## How many k points does a relaxed cell need?

Before the cell of a metal is relaxed, someone has to decide how many k points to pay for. Too few, and the calculation returns a wrong size or shape with no warning, because the relaxation itself ends properly. The table shows what this choice does to the metal Hf₂N, treated with density-functional theory. Each run starts from the same cell, and only the k mesh differs.

Hf₂N (6-atom cell), computed with Ansatz 0.2.0: r2SCAN density-functional theory, scalar-relativistic, no spin polarisation, plane waves to 500 eV, PAW potentials (set soft_2). The k meshes are Gamma-centred, with Gaussian smearing of 0.1 eV. Cell and atoms are relaxed to zero pressure; volume change is relative to the starting cell (15.25 Å³ per atom).

| k mesh | volume per atom (Å³) | volume change (%) | length a (Å) | length c (Å) |
| --- | --- | --- | --- | --- |
| 1x1x1 | 16.575 | 8.660 | 5.620 | 3.148 |
| 1x1x2 | 15.615 | 2.370 | 5.442 | 3.164 |
| 2x2x4 | 15.335 | 0.530 | 5.305 | 3.269 |
| 4x4x4 | 15.378 | 0.820 | 5.322 | 3.258 |
| 4x4x6 | 15.355 | 0.660 | 5.326 | 3.248 |
| 4x4x8 | 15.371 | 0.770 | 5.328 | 3.249 |
| 8x8x12 | 15.360 | 0.700 | 5.325 | 3.250 |

The three numbers of the k mesh count the sampled points along the directions that belong to the edges a, b and c. Volume change is relative to the common starting cell, and the lengths are those of the relaxed edges. The symmetry was kept in every run, so a and b stay equal. The densest mesh, 8x8x12, serves below as the reference, though no still denser mesh is at hand to test it.

The volume settles early. With a single k point it is 8% above the reference, with 1x1x2 still 1.66%, and from 2x2x4 on it stays within 0.2%. It doesn't approach its final value from one side, however: it drops below the reference and then swings about it.

### A mesh is a ring of cells

In a crystal, an electron wave may change its phase from one cell to the next, and k measures that change. Sampling n points along an edge admits only those waves that repeat after n cells. The electrons then behave as if the crystal closed on itself after n cells, like a ring. The useful measure of a mesh is therefore the length of this ring: the number of points times the edge.

For 1x1x1 the ring along c is a single cell, 3.25 Å long if the edge of the reference is used. Every electron wave must look the same in each cell, which is a severe restriction on electrons that spread through a metal. In 2x2x4 the shorter of the two ring lengths has already grown to about 11 Å. Because edge a is 1.6 times as long as edge c, equal ring lengths need about 1.6 times as many points along c.

The same rule carries over to a neighbouring case. If the cell is doubled along c, half as many points along c admit the same waves. What counts is the ring, and the number of points has no meaning without the edge.

### Why the approach swings

A simple chain of atoms shows why a longer ring doesn't bring steady progress. Let each atom carry one orbital and one electron, and let t be the strength with which neighbouring orbitals couple. A ring of four atoms has levels at −2t, 0, 0 and +2t. Two electrons take the lowest level and two are left to share the pair at zero, so the energy per atom is −(2 × 2t)/4 = −1.00t.

A ring of six has levels at −2t, −t and −t below zero, which hold all six electrons. Its energy per atom is −(2 × 2t + 4 × t)/6 = −1.33t. For eight atoms the same count gives −(4 + 4√2)t/8 = −1.21t, while the endless chain has −4t/π = −1.27t. The energy thus jumps from one side of the limit to the other, and the step from six to eight atoms brings it no closer.

The cause is the sharp boundary between filled and empty states, which in a metal cuts through the bands. Each mesh places its few levels differently with respect to this boundary, and this decides which levels the fixed number of electrons can fill. In some meshes the filled levels lie too low on average, in others too high. Hf₂N has such a boundary as well, the Fermi surface. The chain has one band and one dimension, so it makes the swinging in Hf₂N plausible but can't predict the sign or size of an error there. On the coarsest meshes a second error is expected as well: a few points represent the bands themselves poorly, even where no boundary cuts through them.

Theory also tells how the swings should shrink. Forces on the cell depend on which states are filled, and this jumps at a sharp Fermi surface. In three dimensions such a jump leaves an oscillating error whose envelope falls roughly as the inverse square of the ring length, and smearing the occupations makes the fall steeper for long rings. The computed volume errors do fall quickly, but they scatter too much to fix a power, and the two coarsest meshes are too short for such a law to hold.

### From wrong filling to wrong volume

The link between k points and volume is pressure. In the chain, the coupling t weakens as the atoms move apart, so a ring whose energy comes out too low also pulls its atoms together too strongly. Hf₂N shows the same pairing from 2x2x4 to 4x4x8: the two meshes with an energy below the reference give too small a volume, and the two with an energy above it give too large a one. In 1x1x2 the pairing fails, so it is no strict rule.

The pressure can be compared directly. In the first step of each run the cell is still the same, so any difference in pressure there comes from the mesh. These starting pressures put the seven meshes in exactly the same order as the relaxed volumes. The trend is therefore present before any cell has moved, and it isn't a product of different relaxation paths.

A spring gives the simplest estimate: the relative volume change is the starting pressure divided by a stiffness. The stiffness is set by the 8x8x12 row alone, where 1.444 GPa leads to an expansion of 0.70%, which gives about 206 GPa. For 1x1x2, which had no part in setting it, the starting pressure is 4.20 GPa. The estimate is 4.20/206 = 2.0%, against a computed 2.37%.

The spring has its limits. For 1x1x1 it yields only 72% of the computed expansion, and between 2x2x4 and 4x4x4 it gives about half of the computed rise. It assumes that the stiffness and the mesh error stay fixed while the cell changes. It also ignores that the atoms move within the cell and that the stress may differ between the edges. How much each simplification contributes can't be separated with these runs. The output printed after the text gives the estimate for every mesh.

### The irregular rows

The single k point is a special case even among coarse meshes. Its smearing term, 0.114 eV per cell, is close to the 0.113 eV that a half-filled pair of equal levels would give. The run also reports no gap between the last level needed to hold all electrons and the next one. The electrons thus share a pair of levels, much like the pair at zero in the ring of four. With only one point, electrons have no other k point to move to. In 1x1x2 the number of filled bands does differ between k points, and the energy is 3.6 eV per cell lower. That drop also contains the newly sampled levels and the change of the cell, so it isn't a measure of the electron transfer alone.

The energy of 1x1x2 even lies below the reference, by 28 meV per atom. This doesn't make it the better calculation. Adding k points changes the sum that stands for the crystal, and no rule forces that sum to fall as it improves. A low energy is thus no sign of a good mesh.

The shape settles later than the volume. In the four coarsest rows edges a and c err in opposite directions, so their errors partly cancel in the volume. In 2x2x4 the volume is only 0.16% too small, while c is 0.58% too long. A likely reason is that the false stress differs between the two directions, and a solid that is stretched along one edge tends to contract along another. Only the average starting pressure is available, so this reading remains untested.

The meshes 4x4x4, 4x4x6 and 4x4x8 differ only along c and show what extra points there achieve. The first refinement shortens c by 0.010 Å, while the second changes it by just 0.001 Å. In 4x4x6 the ring along c is already almost as long as the one along a, and in 4x4x8 the four points along a set the shorter ring. Finer sampling of one direction can't repair what the other still lacks.

That second refinement nevertheless moves the volume by 0.016 Å³ per atom, past the reference and to a larger error on the other side. The 4x4x6 run keeps a small negative pressure, but this can't explain the step: releasing it would shrink that cell by about 0.002 Å³ per atom and so widen the step. The step must therefore come from the mesh. Such a reversal is what the chain leads one to expect when levels shift with respect to the Fermi surface. It doesn't show that 4x4x6 is the better mesh, since its closeness to the reference may be a chance crossing.

### What the decision depends on

The choice follows from the quantity that is wanted. If a volume within 0.2% of the reference is enough, 2x2x4 already provides it. If both edges must lie within 0.1%, 4x4x6 is the first mesh that does so, and 4x4x8 does so too. These two also keep the energy within 5 meV per atom of the reference, whereas 2x2x4 is off by 19 meV. These limits belong to Hf₂N with this smearing. For another metal, a cheap first test is to compare the stress along each edge for two meshes in one fixed cell, before anything is relaxed.

One difference remains that more k points don't remove. The three densest meshes all expand the starting cell by about 0.7%, so coarse sampling isn't the reason for that expansion. Refining the mesh far enough brings the result closer to what the chosen theory gives for this cell, even if a single step can lead away from it, and whether that agrees with a real crystal is a separate question.

Numerical output:

```
Repeat lengths and differences from 8x8x12:
     row  repeat along a (A)  repeat along c (A)  shorter repeat (A)  volume (%)  edge a (%)  edge c (%)  energy (meV/atom)
   1x1x1               5.325                3.25                3.25        7.91        5.54      -3.138              573.7
   1x1x2               5.325                 6.5               5.325        1.66       2.197      -2.646             -28.38
   2x2x4               10.65                  13               10.65     -0.1628     -0.3756      0.5846             -18.55
   4x4x4                21.3                  13                  13      0.1172    -0.05634      0.2462              10.23
   4x4x6                21.3                19.5                19.5    -0.03255     0.01878    -0.06154               -2.9
   4x4x8                21.3                  26                21.3     0.07161     0.05634    -0.03077              4.267
  8x8x12                42.6                  39                  39           0           0           0                  0
Start pressure and volume change, and volume error times powers of the shorter repeat:
     row  start pressure (GPa)  estimated change (%)  computed change (%)  error x length^2 (% A^2)  error x length^3 (% A^3)
   1x1x1                 12.93                 6.267                 8.66                     83.55                     271.5
   1x1x2                 4.202                 2.037                 2.37                     47.07                     250.7
   2x2x4                  1.23                0.5966                 0.53                     18.46                     196.6
   4x4x4                 1.564                0.7586                 0.82                      19.8                     257.5
   4x4x6                 1.411                0.6843                 0.66                     12.38                     241.4
   4x4x8                 1.508                0.7312                 0.77                     32.49                     692.1
  8x8x12                 1.444                   0.7                  0.7                         0                         0
Effective stiffness from the 8x8x12 row (GPa): 206.2
Estimated over computed volume change for 1x1x1: 0.7237
Estimated rise of volume change from 2x2x4 to 4x4x4 (percentage points): 0.162
Computed rise of volume change from 2x2x4 to 4x4x4 (percentage points): 0.29
Volume step from 4x4x4 to 4x4x6 (A^3/atom): -0.023
Volume step from 4x4x6 to 4x4x8 (A^3/atom): 0.016
Edge c step from 4x4x4 to 4x4x6 (A): -0.01
Edge c step from 4x4x6 to 4x4x8 (A): 0.001
Volume shift still due in 4x4x6 from its leftover pressure (A^3/atom): -0.001861
Energy of 1x1x2 less that of 1x1x1 (eV/cell): -3.613
Smearing term expected for a half-filled degenerate pair (eV/cell): 0.1128
Smearing term computed for 1x1x1 (eV/cell): 0.1141
Edge a over edge c in 8x8x12: 1.638
```
